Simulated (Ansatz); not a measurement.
# Ag: energy along a strain

Ag, P6_3/mmc, a = 2.930 Å, c = 4.790 Å (as given, not relaxed at this level: -6.3 GPa). This isn't the element's structure at ambient conditions. Ansatz: PBEsol, PAW, 420 eV, Γ-centred 18×18×10 mesh on 2 atoms, Gaussian smearing 0.15 eV; no spin polarisation. Cell vectors (Å): 2.930 0.000 0.000; -1.465 2.537 0.000; 0.000 0.000 4.790. The cell is strained by x per cent times the pattern (1 -1 0 0 0 0) in the order xx yy zz yz xz xy (engineering shears), with fractional coordinates held. y is the free energy over the start, V0 = 17.806 Å³/atom.

```
x (%) y (meV/atom)
-4.00             ?
-3.00          5.45
-2.00          2.25
-1.00          0.52
 0.00          0.00
 1.00          0.51
 2.00          2.08
 3.00          4.72
 3.50          6.38
 4.00          8.21
```

Problem. Fit y = c1 x + c2 x² + c3 x³ to the other rows, get the stiffness along the pattern, and predict the missing energy.

Solution. Least squares on the rows shown. y = −0.0001655 x + 0.5625 x² − 0.01242 x³. The clamped-ion stiffness p·C·p = 2 × 5.625 eV × 160.2 / 17.806 Å³ = 101 GPa (second derivative at the start, which stands under stress). At x = -4.00 the fit asked for gives 9.80 meV/atom. The run gave 10.29 meV/atom, so the fit is 0.49 meV/atom too low, 4.8 % of the span of the series, against an rms of 0.05 meV/atom on the fitted rows. The row lies outside the fitted range. With a term in x⁴ added, a fit to the same known rows predicts 10.22 meV/atom, so most of the miss is curvature that the known rows already hold.

The energy rises on both sides of the start, so this hexagonal silver cell resists the basal-plane shear. The linear term is practically zero, as symmetry requires: the in-plane stress is isotropic and does no first-order work on a traceless strain. The stress still enters the curvature, because the strain slightly reduces the volume at second order. In a cell under tension this lowers the energy, so 101 GPa somewhat understates the pure shear response at this volume.

Negative strain costs more than positive strain at every matched amplitude, though the difference is barely resolved at the smallest. The likely reason is geometric: negative x shortens the close-packed contacts along the x axis by the full strain, while the other in-plane contacts lengthen by less. Overlap repulsion between the filled d shells and the compressed sp electrons stiffens faster than the stretched contacts soften. Since basal shear couples to a relative displacement of the two atoms in hcp, internal relaxation could only lower the stiffness, by an amount not determined here.
